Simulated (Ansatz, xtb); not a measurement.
**Ranking isomers of C3H11AlOS**

5 gas-phase structures of C3H11AlOS, from a drawn sample of its isomers (lower ones may exist). Each was relaxed with GFN2-xTB; where two conformers were screened, the lower at r2SCAN-D4/def2-SVP is listed:

A. a singlet given by its coordinates
B. `CC[O+](C)[AlH2-][SH]`, a singlet
C. `CCC[OH+][AlH2-][SH]`, a singlet
D. a singlet given by its coordinates
E. `C[CH2][Al@H-]([OH])[SH+]C`, a singlet

A (Å):

```xyz
17

C    -1.4504   -1.5339   -0.0487
C    -1.6245   -0.6345   -1.2551
C     1.7445    0.2498    1.1936
Al    0.6959    1.5189    0.0540
O    -0.8297    2.0565    0.4053
S     0.0262   -0.0733   -1.8465
H    -0.9734   -0.9779    0.7571
H    -2.4205   -1.8912    0.2904
H    -0.8300   -2.3913   -0.2989
H    -2.1005   -1.1594   -2.0832
H    -2.1991    0.2522   -0.9972
H    -0.4035    0.9866   -2.5282
H     1.4178    2.4300   -0.9688
H     2.8086    0.4610    1.0537
H     1.6303   -0.8201    0.9929
H     1.5515    0.3826    2.2632
H    -1.6563    2.4353    0.6653
```

Close contacts (Å): C1–C2 1.51, C2–S6 1.84, C3–Al4 2.00, Al4–O5 1.66, Al4–S6 2.57, C1–H7 1.09, C1–H8 1.09, C1–H9 1.09, C2–H10 1.09, C2–H11 1.09, C3–H14 1.09, C3–H15 1.09, C3–H16 1.10, Al4–H13 1.55, O5–H17 0.95, S6–H12 1.33.

D (Å):

```xyz
17

C    -1.9170   -0.3166    0.8821
C    -0.5702   -0.9857    0.6368
C     3.0122    1.3651   -0.7260
Al    1.5578    1.1987    0.6326
O     0.4684   -0.0565    0.6561
S     3.0052    0.1831    2.5271
H    -2.7124   -1.0577    0.8723
H    -2.1037    0.4223    0.1066
H    -1.9079    0.1901    1.8445
H    -0.3879   -1.7442    1.4128
H    -0.5816   -1.4909   -0.3371
H     1.1158    2.3734    1.5311
H     3.6751    0.4966   -0.8249
H     2.6133    1.5492   -1.7295
H     3.6571    2.2191   -0.4998
H     2.8855   -1.0004    1.9329
H     1.8593    0.0368    3.1812
```

Close contacts (Å): C1–C2 1.52, C2–O5 1.39, C3–Al4 2.00, Al4–O5 1.66, Al4–S6 2.59, C1–H7 1.09, C1–H8 1.09, C1–H9 1.09, C2–H10 1.10, C2–H11 1.10, C3–H13 1.10, C3–H14 1.10, C3–H15 1.09, Al4–H12 1.54, S6–H16 1.33, S6–H17 1.33.

Make a reasoned guess at their ranking by r2SCAN-D4/def2-SVP single-point energy.

Calculated order at r2SCAN-D4/def2-SVP: A (0.0), E (26.7), D (32.1), C (32.2), B (63.9) kJ/mol. Less than 1 kcal/mol parts D and C, so the order within that pair means little.

Energies above the lowest of each column, in kJ/mol; the last columns are at PBE0-D4/def2-SVP geometries and were run for some of them only (a dash: not run or not comparable):

```json
{"structure": "A", "GFN2-xTB": "15.4", "HF/STO-3G": "92.2", "r2SCAN-D4/def2-SVP": "0.0", "PBE0-D4/def2-SVP": "0.0", "CCSD(T)/def2-SVP + ΔMP2/def2-TZVPP": "0.0"}
{"structure": "E", "GFN2-xTB": "33.8", "HF/STO-3G": "112.2", "r2SCAN-D4/def2-SVP": "26.7", "PBE0-D4/def2-SVP": "23.0", "CCSD(T)/def2-SVP + ΔMP2/def2-TZVPP": "22.2"}
{"structure": "D", "GFN2-xTB": "26.5", "HF/STO-3G": "69.4", "r2SCAN-D4/def2-SVP": "32.1", "PBE0-D4/def2-SVP": "–", "CCSD(T)/def2-SVP + ΔMP2/def2-TZVPP": "–"}
{"structure": "C", "GFN2-xTB": "0.0", "HF/STO-3G": "0.0", "r2SCAN-D4/def2-SVP": "32.2", "PBE0-D4/def2-SVP": "–", "CCSD(T)/def2-SVP + ΔMP2/def2-TZVPP": "–"}
{"structure": "B", "GFN2-xTB": "12.1", "HF/STO-3G": "7.2", "r2SCAN-D4/def2-SVP": "63.9", "PBE0-D4/def2-SVP": "–", "CCSD(T)/def2-SVP + ΔMP2/def2-TZVPP": "–"}
```

CCSD(T)/def2-SVP + ΔMP2/def2-TZVPP puts A lowest of those it was run on; GFN2-xTB picks C, HF/STO-3G picks C. Some further structures that were screened fall inside this span and aren't listed. Flexible structures stand in one conformer each, not always the lowest. Frequencies (GFN2-xTB) were run for A, E alone. ΔMP2 is the change of the MP2 energy from the smaller to the larger basis.

Over these structures GFN2-xTB departs from r2SCAN-D4/def2-SVP by 22.8 kJ/mol on average once a common shift is removed. A GFN2-xTB relaxation took about 0.28 s and the r2SCAN-D4/def2-SVP energy about 3.3 s on a shared host (Ansatz 0.2.0, xtb 6.7.1).

The three lowest structures carry hydroxide or ethoxide on aluminium and a neutral sulfur donor, whereas C and B reverse these roles, although D and C are effectively level. Strong, polar Al–O bonding probably favours the first pattern, but the carbon and hydrogen attachments change too, so the gap doesn't measure that preference alone. Finer differences follow familiar bond energetics. A beats D because pairing ethanethiol with Al–OH is better than pairing hydrogen sulfide with Al–OEt, much as converting an alcohol and hydrogen sulfide into a thiol and water is downhill. A over E suggests that the electropositive metal prefers methyl, leaving ethyl to the more electronegative sulfur. B lies above C as an ether normally lies above its isomeric alcohol. GFN2-xTB and HF/STO-3G both favour the thiolate adducts, possibly because their small valence bases describe anionic oxygen poorly. The coupled-cluster comparison supports A over E, but doesn't test the balance between the oxide-type and thiolate families.
